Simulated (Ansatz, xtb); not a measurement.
**C3H10B2OS: which of two isomers lies lower**

Structure X is `CCBOBSC`, a singlet and structure Y is `BSBOCCC`, a singlet. Both are isolated molecules in the gas phase, relaxed with r2SCAN-D4/def2-SVP, each in the lowest conformer that the search found.

X (Å):

```xyz
17

C     2.4476   -1.0354    1.4680
C     2.8408    0.4230    1.2451
C    -2.6472   -0.9443    3.1076
B     1.6666    1.4565    1.1108
B    -0.6948    0.3114    1.5118
O     0.3789    1.0625    1.2084
S    -1.1381    0.0743    3.2468
H     3.3251   -1.6957    1.5535
H     1.8529   -1.1553    2.3882
H     1.8324   -1.4168    0.6360
H     3.4818    0.5368    0.3480
H     3.4902    0.7928    2.0645
H     1.8651    2.6361    0.9074
H    -1.3712   -0.1745    0.6340
H    -2.4447   -1.8735    2.5586
H    -3.4518   -0.3844    2.6122
H    -2.9616   -1.1936    4.1297
```

Y (Å):

```xyz
17

C     1.0614   -0.9955   -0.6337
C     0.5625   -2.2928   -0.0210
C    -0.7701   -2.1537    0.7049
B    -1.9101    2.8537   -0.6043
B    -0.6491    0.5126   -1.5973
O     0.1648   -0.5498   -1.6531
S    -0.6858    1.6410   -0.1225
H    -2.4647    2.7808   -1.6700
H    -2.1408    3.7293    0.1894
H    -1.3695    0.7348   -2.5376
H     2.0387   -1.1475   -1.1191
H     1.1771   -0.2143    0.1394
H     1.3436   -2.6469    0.6750
H     0.4874   -3.0522   -0.8190
H    -0.7139   -1.3997    1.5071
H    -1.5716   -1.8467    0.0142
H    -1.0762   -3.1086    1.1586
```

Quicker runs give these differences E(Y) − E(X): GFN2-xTB +12.2 kcal/mol; HF/STO-3G +24.9 kcal/mol (at GFN2-xTB geometries); r2SCAN-D4/def2-SVP//GFN2-xTB +23.7 kcal/mol.

Estimate E(Y) − E(X) at the level CCSD(T)/def2-SVP + ΔMP2/def2-TZVPP.

Calculated at CCSD(T)/def2-SVP + ΔMP2/def2-TZVPP: E(Y) − E(X) = +22.3 kcal/mol, so structure X lies lower.

How the difference moves with the method:

```csv
level,geometry,E(Y) − E(X) (kcal/mol),departure from the last row (kcal/mol),"job, with rough time for the two"
GFN2-xTB,GFN2-xTB,+12.2,−10.1,"optimisation, 0.94 s"
HF/STO-3G,GFN2-xTB,+24.9,+2.5,"single point, 0.6 s"
r2SCAN-D4/def2-SVP//GFN2-xTB,GFN2-xTB,+23.7,+1.4,"single point, 7.2 s"
r2SCAN-D4/def2-SVP,r2SCAN-D4/def2-SVP,+24.9,+2.5,"optimisation, 1.9 min"
HF/def2-SVP,r2SCAN-D4/def2-SVP,+24.2,+1.9,part of the CCSD(T) run
MP2/def2-SVP,r2SCAN-D4/def2-SVP,+22.5,+0.2,part of the CCSD(T) run
CCSD(T)/def2-SVP,r2SCAN-D4/def2-SVP,+21.6,−0.8,single point
CCSD(T)/def2-SVP + ΔMP2/def2-TZVPP,r2SCAN-D4/def2-SVP,+22.3,,"single point, 2.4 min"
```

As drawn, Y has 1 B–S, 1 C–O, 1 C–C, 1 B–H in place of 1 C–B, 1 B–O, 1 C–S, 1 C–H.

None of the levels shown reverses the order. The largest departure from CCSD(T)/def2-SVP + ΔMP2/def2-TZVPP is that of GFN2-xTB, 10.1 kcal/mol. The last row adds to CCSD(T) the change of the MP2 difference between the two basis sets, here +0.8 kcal/mol.

With thermal terms from frequencies at re-optimised GFN2-xTB minima (ideal gas, soft modes damped towards free rotors, one conformer each, 298.15 K, 1 atm): on the last row, ΔE + ΔZPE = +22.6, ΔH = +22.1, ΔG = +23.5 kcal/mol.

The correlated steps freeze 11 core orbitals. Codes used: Ansatz 0.2.0, xtb 6.7.1; the last row on 4 threads of Arm Neoverse N1 on a shared host.

X lies lower than Y by 22.3 kcal/mol, chiefly, it seems, because its oxygen bridges two boron atoms, whereas in Y that position falls to sulfur. Oxygen forms strong, polar bonds to boron, reinforced by donation from its compact 2p lone pairs into the empty boron 2p orbitals; the wide B–O–B angle in X fits this picture. Sulfur's more diffuse 3p orbitals overlap less well. In Y the shorter B–S bond goes to the terminal BH2 group, which suggests that sulfur donates mainly there, while oxygen supplies the other boron. Exchanging C–B and C–H for C–C and B–H probably adds to the cost, since boron also loses the hyperconjugation from its alkyl group, but the total energy does not separate the two contributions.

Hartree–Fock already gives the whole gap and slightly overshoots it, so the preference is not mainly a correlation effect, and the small thermal corrections leave it intact. The ordering says nothing about resistance to dimerisation or ligand redistribution, both common among hydroboranes.
